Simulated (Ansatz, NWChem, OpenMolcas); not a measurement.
**From N to As: the atomisation energy (no zero-point term)**

All atoms of one element are swapped for its congeners: N2 (nitrogen); P2 (diphosphorus); As2. All are singlets with charge 0.

Shapes, held fixed at every level: PBE0-D4/def2-TZVP; P2 at the measured bond length. Programs: Ansatz 0.2.0, NWChem 7.3.0, OpenMolcas 26.06. A level may come from different programs for different species; with the same settings they agree closely. Values in eV.

```tsv
level	N2	P2	As2
SVWN5/def2-TZVPPD	11.58	6.23	5.34
PBE/def2-TZVPPD	10.55	5.29	4.29
B2PLYP/def2-TZVPPD	9.92	5.02	4.06
CCSD(T)/def2-TZVPPD	9.40	4.60	3.68
CCSD/def2-TZVPPD	9.03	4.22	3.28
BCCD(T)/def2-TZVPPD	9.40	4.60	3.68
```

At BCCD(T)/def2-TZVPPD the atomisation energy falls at every step, from 9.40 to 3.68 eV. Every level shows the same order. Relativity is left out for As unless named. Correlated rows may include outer-core shells of As, which these sets cover unevenly. Spin-orbit coupling, which grows down the group, is left out (summed over each molecule's free atoms 0.00, 0.00, 0.00 eV).

The triple bond weakens down the group at every level, and the drop from N2 to P2 is much larger than that from P2 to As2. Nitrogen's 2p shell has no inner p shell beneath it, so it is compact and allows close approach with strong π overlap. In phosphorus and arsenic the valence p orbitals are more diffuse, and repulsion from the larger cores keeps the atoms apart, which weakens π bonding most. The filled 3d shell of arsenic screens poorly and limits its growth in size, which probably helps to make the second step smaller.

Connected triples strengthen all three bonds by similar amounts, and so matter relatively more in the weaker ones. CCSD(T) nevertheless falls short of the well-established bond energy of N2, 9.40 eV being too low, probably because the finite basis recovers too little of the pair correlation gained on bonding. Its distance from the density functionals is therefore not purely functional error. The trend alone does not settle the dimers' stability against tetrahedral P4 and As4.
